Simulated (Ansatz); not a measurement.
**ClH4OSi2+: structure from calculated spectroscopic constants**

These gas-phase data were calculated for one isomer of ClH4OSi2+ at B3LYP-D3(BJ)/def2-SVP (harmonic, unscaled wavenumbers; equilibrium rotational constants with average atomic masses):

```
rotational constants            : 6.682, 1.802, 1.445 GHz
all wavenumbers above 1500 cm⁻¹ : 2373, 2348, 2319, 2304
```

Candidates:

(1) `[SiH2+]O[SiH2]Cl`, a singlet
(2) `Cl[Si@@H]1[OH+][SiH2]1`, a singlet

**Question.** Which candidate do the data belong to?

**Answer.** Candidate (1). No mode falls between 3300 and 4000 cm⁻¹, where the O–H stretch of (2) would stand.

The same quantities for all candidates:

```tsv
	rotational constants (GHz)	wavenumbers above 1500 cm⁻¹	E above the lowest, B3LYP-D3(BJ)/def2-SVP (kcal/mol)
(1)	6.682, 1.802, 1.445	2373, 2348, 2319, 2304	0.0
(2)	8.181, 1.829, 1.754	3692, 2329, 2316, 2287	16.4
```

Harmonic stretches to hydrogen usually lie a few per cent above observed fundamentals. Each candidate is one conformer. Programs: Ansatz 0.2.0.

The four highest modes of (1) are all Si–H stretches, whereas (2) has three and an O–H stretch at 3692 cm⁻¹. The absent O–H band therefore rules out the ring but does not by itself fix the chain: an isomer with chlorine on the cationic silicon and a terminal SiH3 group would also show four Si–H stretches. The rotational constants supply the more specific evidence. Their small departure from the planar relation suggests a flat heavy-atom skeleton with only one pair of hydrogens out of the plane, so the SiH2+ group probably lies in it. That orientation lets an oxygen lone pair donate into the empty silicon 3p orbital, giving the cation some silyloxonium character.

In (2) the proton ties up that lone pair and weakens the Si–O bonds, while the three-membered ring adds strain; both probably contribute to its 16.4 kcal/mol higher energy. This ordering says nothing about the barrier between the two isomers.
